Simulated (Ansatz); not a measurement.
Method: DFT PBE, scalar-relativistic, plane waves, PAW (Ansatz 0.2.0). All cells share a 420 eV cutoff and Γ-centred k meshes spaced at most about 0.3 Å⁻¹ (about 0.25 or finer for metals, 2π included). No spin polarisation in the final relaxations.

Temperature and zero-point effects are left out.

Two forms of Ti4C were relaxed alike.

1.

```
CELL_PARAMETERS angstrom
4.36990 0.00000 0.00000
0.00000 4.36990 0.00000
0.00000 0.00000 4.36990
ATOMIC_POSITIONS crystal
Ti 0.25671 0.25671 0.25671
Ti 0.74329 0.74329 0.25671
Ti 0.25671 0.74329 0.74329
Ti 0.74329 0.25671 0.74329
C 0.00000 0.00000 0.00000
```

2.

```
CELL_PARAMETERS angstrom
-3.56308 3.56308 1.42017
3.56308 -3.56308 1.42017
3.56308 3.56308 -1.42017
ATOMIC_POSITIONS crystal
Ti 0.24685 0.50000 0.74685
Ti 0.50000 0.75315 0.25315
Ti 0.50000 0.24685 0.74685
Ti 0.75315 0.50000 0.25315
C 0.00000 0.00000 0.00000
```

Question: Which is lower in energy, and by how much?

Answer: Cell 2 is lower, by 219 meV/atom. Cell 1 has space group P-43m (No. 215), 16.7 Å³/atom and no gap on its mesh; cell 2 has space group I4/mmm (No. 139), 14.4 Å³/atom and no gap. Counting Ti atoms around C (those within 1.25 times the shortest such distance or 1.15 times the sum of covalent radii), cell 1 has C 4 and cell 2 has C 8. The denser one is the lower, and pressure would at first widen the difference. Even the lower one lies +0.04 eV/atom against the reference forms of the elements (uncorrected), so neither is stable at this level. In cell 1, Ti is surrounded by 1 C at 1.94 Å and 12 Ti at 3.01–3.17 Å; C is surrounded by 4 Ti at 1.94 Å. In cell 2, Ti has 2 C at 2.30 Å, 2 Ti at 2.55 Å, 6 Ti at 2.84–2.86 Å and 2 Ti at 3.52–3.61 Å; C has 8 Ti at 2.30 Å and 2 C at 2.84 Å. Both come from invented guesses. A third cell relaxed alike, in Pm-3m, lies 0.31 eV/atom below the lower of the two.

Cells relaxed within their symmetry can be saddle points.

The preference for cell 2 probably reflects how poorly carbon fits the tetrahedral hole in cell 1. Four Ti at 1.94 Å are markedly closer than in rocksalt titanium carbide, and the metal framework is pushed apart to make room, which weakens Ti–Ti d bonding. Cell 2 relieves that squeeze by spreading the C 2p–Ti 3d interaction over eight neighbours, but it overshoots: at 2.30 Å each contact is long and individually weak, while the Ti pairs at 2.55 Å are compressed relative to the elemental metal. This suggests why it gains so much over cell 1 yet still fails to bind relative to the elements.

Titanium carbides normally place carbon in octahedral holes, between these two extremes. The much lower Pm-3m cell would fit that pattern if its carbon is six-coordinate, as the symmetry and composition allow. That cell does lie below the elements, so the positive formation energy of cell 2 belongs to its structure and not to the composition. Whether any Ti4C would survive separation into titanium and a carbon-richer carbide remains open.
